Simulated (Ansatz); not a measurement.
A series in volume scale on Gd

Plane-wave DFT, scalar-relativistic PAW made under PBE with cores redone for the functional, no dispersion; the given relaxed cell is scaled uniformly, energy at zero smearing counts from the unscaled cell, pressure at the given Fermi-Dirac smearing is positive in compression. The results are calculated, by Ansatz 0.2.0.

The cell before it is scaled or strained (space group P6_3/mmc, No. 194):
```
cell vectors (Å)
   3.5650     0.0000     0.0000
  -1.7825     3.0874     0.0000
   0.0000     0.0000     5.6949
atoms (fractions of the cell vectors)
Gd  0.33333  0.66667  0.25000
Gd  0.66667  0.33333  0.75000
```

Settings of every row: spin polarised yes; functional PBEsol; wave cutoff 420 eV; smearing width 0.05 eV; k mesh 13x13x8.

Atom:
```
element  starting moment (Bohr magneton)
     Gd                             7.34
     Gd                             7.34
```

Limits: open f shell: the state may not be the lowest.

Limits of some rows: a known weakness of the program can leave such a cell on a higher state (row 1, 2).

```
row  volume scale  V (Å³/atom)  energy change per atom (meV)  pressure (GPa)  largest site moment (Bohr magneton)
  1          0.88        27.58                          60.2            5.44                                 7.23
  2          0.92       28.833                         25.69            3.39                                 7.28
  3          0.96       30.087                          6.14            1.58                                 7.32
  4          1.04       32.594                          5.23           -1.31                                 7.35
  5          1.08       33.848                             ?               ?                                    ?
  6          1.12       35.102                         43.81            -3.4                                 7.37
```

Question: what energy change per atom and pressure should row 5 give?

Worked fit of energy change per atom. Take u = (V_r/V)^(2/3) − 1 with V_r = 30.087 Å³ an atom, which is twice the finite (Eulerian) strain; such expansions in the strain, on which the Birch-Murnaghan equation of state is built, carry the rest volume and the bulk modulus. The shown rows have u = 0.05972, 0.02879, 0, -0.05196, -0.09767. Least squares give energy change per atom = 5.842 + 424.38 × u + 8283.9 × u² meV; a straight line predicts inner rows, each left out in turn, worse (root mean square 24 against 1.2 meV). The rows lie off it by -0.53, 0.76, 0.30, -0.93, 0.39 (root mean square 0.63 meV). The withheld row has u = -0.07552, so the fit gives 5.842 + 424.38 × (-0.07552) + 8283.9 × (-0.07552)² = 21.04 meV.

The calculation gave 20.3 meV. The fit lies 0.74 meV (3.6 % of the value, 1.3 % of the column's range) above it; its largest miss of a shown row is 0.93 meV.

Worked fit of pressure. Take u = (V_r/V)^(2/3) − 1 with V_r = 30.087 Å³ an atom, which is twice the finite (Eulerian) strain; such expansions in the strain, on which the Birch-Murnaghan equation of state is built, carry the rest volume and the bulk modulus. The shown rows have u = 0.05972, 0.02879, 0, -0.05196, -0.09767. Least squares give pressure = 1.575 + 59.68 × u + 88.4 × u² GPa; a straight line predicts inner rows, each left out in turn, worse (root mean square 0.26 against 0.032 GPa). The rows lie off it by -0.01, 0.02, 0.01, -0.02, 0.01. The withheld row has u = -0.07552, so the fit gives 1.575 + 59.68 × (-0.07552) + 88.4 × (-0.07552)² = -2.43 GPa.

The calculation gave -2.44 GPa. The fit lies 0.01 GPa (0.11 % of the column's range) above it, one unit of the last digit.

The other values of row 5: largest site moment 7.36 Bohr magneton.
